\textbf{Speaker.} Inversion with time reversal makes $D(\mathbf k)$ real in a suitable basis. Two branches then give $D=\bar\omega^2+d_z\tau_z+d_x\tau_x$, with $\tau_i$ Pauli matrices. The two conditions $d_x=d_z=0$ yield lines in three dimensions and points in two. Real eigenvectors turn by $\theta/2$, with $\tan\theta=d_x/d_z$, so a loop linking a linear crossing has Berry phase $\frac12\oint d\theta=\pi$ modulo $2\pi$.

\textbf{Question.} Yet monolayer graphene has rings?

\textbf{Speaker.} The sheet mirror protects them: ZO is odd, LA even, $d_x\equiv0$, and one condition remains. For a mirror-symmetric stack of unit period, along $\Gamma$--M, I model
\begin{equation}
d_z=\delta(q)-t\cos k_z,\qquad d_x=t\sin k_z,\qquad 2\delta=\omega_{\rm ZO}^2-\omega_{\rm LA}^2 .
\end{equation}
With $x=\delta/t$, the vector $\mathbf d/t$ traces a unit circle centred at $x$. The Zak phase is $\pi$ for $|x|<1$ and $0$ outside, so the $k_z=0$ ring lies exactly at $x=1$. Assumed inputs, the first two chosen to mimic graphene's typical crossing: flat $\omega_{\rm ZO}=800$ cm$^{-1}$, $\omega_{\rm LA}=aq$ with $a=1100$ cm$^{-1}$\AA, and $t=4000$ cm$^{-2}$. The model's $\delta=0$ lies at $0.73$ \AA$^{-1}$, and one unit of $x$ spans $t/(a\omega_{\rm ZO})=4.5\times10^{-3}$ \AA$^{-1}$.

\textbf{Question.} A quantised phase has no small error. What converges?

\textbf{Speaker.} The place where it jumps. Bisecting a given bracket of width 2 in $x$, $s$ tests leave at most $2^{-s}$. One work unit is one diagonalisation of the $n\times n$ bulk matrix, of order $n^3$ operations.

\emph{Mirror test.} Read the lower branch's mirror sign at $k_z=0$: one unit, memory $n^2$, no bias.

\emph{Zak test.} Take the sign of the closed product of $N$ neighbouring overlaps: $N$ units, three eigenvector sets in memory. Each overlap follows the shorter arc in $\theta$, so the sign counts the winding of the inscribed polygon. At worst the node falls midway between mesh points and the flip occurs at $x=\cos(\pi/N)$.

\emph{Slab test.} The interlayer block $T=-\frac t2(\tau_z+i\tau_x)$ has $T^2=0$. In the $\tau_y$ basis, $L$ layers form a chain of $2L$ sites $a_j,b_j$ with bonds $\delta$ and $-t$. With $\lambda=\omega^2-\bar\omega^2$ and $b_j\propto\sin j\kappa$, requiring $a_{L+1}=0$ gives
\begin{equation}
x\sin(L+1)\kappa=\sin L\kappa,\qquad \lambda^2=t^2(1+x^2-2x\cos\kappa).
\end{equation}
One root turns imaginary, the drumhead pair, only for $x<L/(L+1)$. Counting eigenvalues below the gap by block elimination costs about $L$ units and memory $n^2$, the gap edge granted free; dense diagonalisation costs $L^3$ units and $(nL)^2$.

The error bounds in $x$ and the works are
\begin{align}
E_{\rm M}&=2^{-s}, & W&=s,\\
E_{\rm Z}&=1-\cos\frac{\pi}{N}+2^{-s}\approx\frac{\pi^2}{2N^2}+2^{-s}, & W&=Ns,\\
E_{\rm S}&=\frac1{L+1}+2^{-s}, & W&=Ls .
\end{align}
For tolerance $\epsilon$, $W$ grows as $\log_2(1/\epsilon)$ times $1$, $\epsilon^{-1/2}$ and $\epsilon^{-1}$. Optimising over integers, with $(N,s)$ or $(L,s)$ in brackets:

\begin{center}
\begin{tabular}{lccc}
 & mirror & Zak & slab\\\hline
$W$ for $E\le10^{-2}$ & 7 & 225 (25, 9) & 1100 (110, 10)\\
$W$ for $E\le10^{-4}$ & 14 & 3872 (242, 16) & 184025 (10825, 17)\\
$E$ for $W\le100$ & $9\times10^{-16}$ & 0.033 (14, 7) & 0.074 (16, 6)\\
$E$ for $W\le1000$ & $9\times10^{-16}$ & $9.6\times10^{-4}$ (83, 12) & 0.011 (100, 10)\\
\end{tabular}
\end{center}

Mirror bisection stops at $s=50$, near double-precision rounding.

\textbf{Question.} So always the mirror?

\textbf{Speaker.} Whenever it exists: it is 32 and 277 times cheaper than Zak at the two tolerances and best in both budgets. A mesh containing $k_z=0$ also removes the Zak bias, but that uses the same knowledge. If shear breaks the mirror and keeps inversion, the node's $k_z$ is unknown and the worst-case bound is the one to plan with. Zak then beats the slab by factors 4.9 and 48, and in both budgets.

\textbf{Question.} What did the model omit?

\textbf{Speaker.} Interlayer springs stiffen mainly ZO, which gives $\bar\omega^2$ a $\cos k_z$ term of size $t$. Bulk eigenvectors are untouched, so the mirror and Zak columns stand. They also stand if $d_x$ has another amplitude, which only stretches the polygon along $d_x$. The drumhead, however, leaves midgap and may merge with bulk modes, and it depends on termination. The slab column holds for this chain only. Buy a slab to see the surface mode, not to locate the ring.